Q: I have a PBE band structure of wurtzite SiC, and I know that its gap is too small. Can I take one number from a GW calculation and add it to all the empty levels?

A: That recipe is called a rigid scissor: the empty bands move up as a block and the filled ones stay where they are. It can be tested by following several levels from their PBE energy to their GW energy.

ABINIT 10.8.3, evGW0 (four iterations) starting from PBE for wurtzite SiC, with a Godby-Needs plasmon-pole model, 60 bands in the sums and PseudoDojo NC SR PBE v0.4.1 standard potentials. The k mesh is 3×3×1, including Γ; cutoffs are 1006.82 eV (PBE waves), 22 Ha (GW waves) and 5 Ha (screening). Each column of levels counts from its own highest filled level.

```
row  state k a (reciprocal cell vector)  state k b (reciprocal cell vector)  state k c (reciprocal cell vector)   state band  state start level (eV)  state corrected level (eV)  state weight z
  1                               0.000                               0.000                               0.000   top filled                   0.000                       0.000           0.799
  2                               0.000                               0.000                               0.000  first empty                   4.596                       5.329           0.809
  3                               0.333                               0.000                               0.000   top filled                  -1.187                      -1.526           0.796
  4                               0.333                               0.000                               0.000  first empty                   3.170                       3.682           0.823
  5                               0.333                               0.333                               0.000   top filled                  -4.065                      -4.677           0.789
  6                               0.333                               0.333                               0.000  first empty                   2.293                       2.663           0.827
```

The start level is the PBE energy and the corrected level is the GW one. Each column counts from the highest filled level, which lies at Γ, the point with all three k coordinates zero. The point with k = (1/3, 1/3, 0) is K, where the lowest empty level of this mesh sits.

Q: So what is the number?

A: This run doesn't give a single one. The lowest empty level, at K, rises by 0.37 eV, while the empty level at Γ rises by 0.73 eV. The filled levels don't stay put either: the one at K sinks by 0.61 eV against the top at Γ. The band structure is stretched, and the further a level starts from the valence top, the further it moves.

Q: Then which gap opens least?

A: The indirect one, from the filled top at Γ to the empty level at K. It joins the reference level to the empty level that moves least, so it gains only 0.37 eV. The vertical gap at K gains 0.98 eV, because its upper level rises and its lower level sinks. If you applied the 0.37 eV as a rigid scissor, you would place that vertical gap about 0.6 eV too low.

Q: Why should a correction grow with distance from the valence top?

A: Because PBE gives every electron the same exchange-correlation potential at a given place, whatever state the electron is in. Real exchange depends on the state. An electron gains exchange energy from each filled state of the same spin, and it gains most when the two waves overlap smoothly. Low-lying states resemble the other filled states and gain a lot. High empty states oscillate differently, the contributions largely cancel, and they gain little.

One common potential has to strike an average. It binds the low states too weakly and the high states too strongly. GW replaces it by an exchange that depends on the state, plus a correlation part, due largely to screening by the other electrons, that takes back some of the effect. Where exchange wins, the low states sink and the high ones rise. This accounts for the direction of the stretch but not for its size, because the results don't list the two parts separately.

Q: Is there a simpler system in which I can see this?

A: The uniform electron gas, treated with exchange alone. There the lowest state is bound by exchange twice as strongly as a state at the Fermi level, and states far above the Fermi level are hardly bound by it at all. The local exchange potential gives all of them the Fermi-level value. Correcting it lowers the bottom of the band, leaves the Fermi level alone and raises the empty states, which is a stretch.

The likeness has two bounds. Exchange in the gas is unscreened here, so it exaggerates the stretch. Once correlation is included, the widening of the filled band is largely cancelled and can even turn into a slight narrowing. The gas also has no gap, whereas in an insulator theory asks for something more: a sudden step in the correction between the last filled and the first empty state, on top of the gradual stretch.

Q: Can I turn the stretch into a formula?

A: Call the starting level E and its shift Δ, both counted from the valence top. If the correction varies smoothly with energy, its first approximation is a straight line. The line must pass through zero, because the top is zero in both columns:

Δ = s × E

A gap between two levels then opens by s times its starting width. A least-squares fit to the five levels other than the Γ top gives s = 0.16, a stretch of 16 percent.

Take the vertical gap at K. Its starting width is

2.293 − (−4.065) = 6.358 eV

and the expected opening is

0.16 × 6.358 ≈ 1.02 eV

The calculation gives 0.98 eV. Both levels were part of the fit, so this shows how well the line describes the data and is no independent prediction.

Q: Does the line hold everywhere?

A: It holds closely for the three empty levels, each of which rises by about 16 percent of its starting height. It fails for the filled level at k = (1/3, 0, 0). That level starts 1.19 eV below the top and should sink by about 0.19 eV, but it sinks by 0.34 eV.

You can see the consequence in the gaps. The vertical gap at this point starts slightly smaller than the one at Γ, 4.36 against 4.60 eV, and yet it opens more, by 0.85 against 0.73 eV. The excess comes from below, since the empty level at this point behaves like the other two.

Q: What is wrong with that filled level?

A: Perhaps nothing. The odd one may be the level from which we measure. Between the two lower filled levels the shift changes gently, by about 0.1 eV for each eV of depth. Between the Γ top and the first of them it changes about three times as fast. That is the pattern you would get if GW had left the Γ top too high, because every other filled level would then seem to have sunk too far.

This reading would also bring back the step that theory asks for. With the simple stretch, filled and empty levels share one line and there is no step at all, which is suspicious in an insulator. A line with a step at the gap, fitted by least squares to the same five levels, gives a step of 0.3 eV with an uncertainty of about half that. It would put the Γ top 0.16 eV lower, and every gap that starts from it would widen by as much.

Q: Do the numbers decide between the two?

A: No. The second description spends three constants on five levels. When each level is predicted from the other four, it typically misses by 0.13 eV, against 0.07 eV for the simple stretch. The case for a step rests on theory, and a displaced Γ top remains a guess. The coarse k mesh could be responsible, and a denser mesh would be the test. It is also possible that the level at (1/3, 0, 0) differs in orbital character, since energy is only a stand-in for how strongly a state takes part in exchange.

Q: The table also has a state weight Z. Could that be what makes the shifts unequal?

A: Z tells how much of an added electron or hole still behaves as a single particle; the rest is spread over excitations of the other electrons. All values lie near 0.8, so these are ordinary, well-defined levels. Among the empty levels Z changes by only about 2 percent, from 0.827 to 0.809, while the shift doubles. Factors so nearly equal can't make the shifts that unequal.

The method weakens the role of Z further. In a single GW step, Z multiplies the correction, because the self-energy is evaluated at the old energy and has to be extrapolated to the new one. Here the new energies are fed back into the self-energy and the step is repeated. The self-energy of a level depends on how far it lies from the other levels, and levels that shift together keep their distances. Much of the reduction by Z is therefore expected to drop out once the energies have settled. Four such steps were made here, and the results shown don't tell whether they had settled.

Q: Is the corrected gap now right for my material?

A: It is still too small. The calculation gives 2.66 eV, and the measured gap is roughly 3.3 eV, a recalled round value. PBE falls short of that by about 1 eV, and this GW run recovers little more than a third of the shortfall. A converged GW calculation normally recovers most of it.

Screening points to part of the trouble. The computed dielectric constant is 8.3, while the measured electronic value is nearer 6.7, again a rough figure. Electrons that screen too well weaken the exchange that drives the levels apart, so the gap opens too little. The coarse mesh is a likely source of this excess, though that is untested here. The screening is also computed from the PBE levels, whose gaps are too small, and it stays fixed while the energies are updated. The sums over empty bands are not converged either.

Q: What can I safely use, then?

A: Use the direction: GW opens the gaps. The sizes of the shifts, and how strongly they grow away from the valence top, are provisional. Converged GW calculations on semiconductors of this kind usually find a large common step with a weaker stretch on top, so a rigid scissor may serve better than this table suggests. In this run a gap between a deep filled level and a high empty one opens much more than the gap between the band edges. A shift taken from the band edges should therefore not be carried over to other gaps without a check.
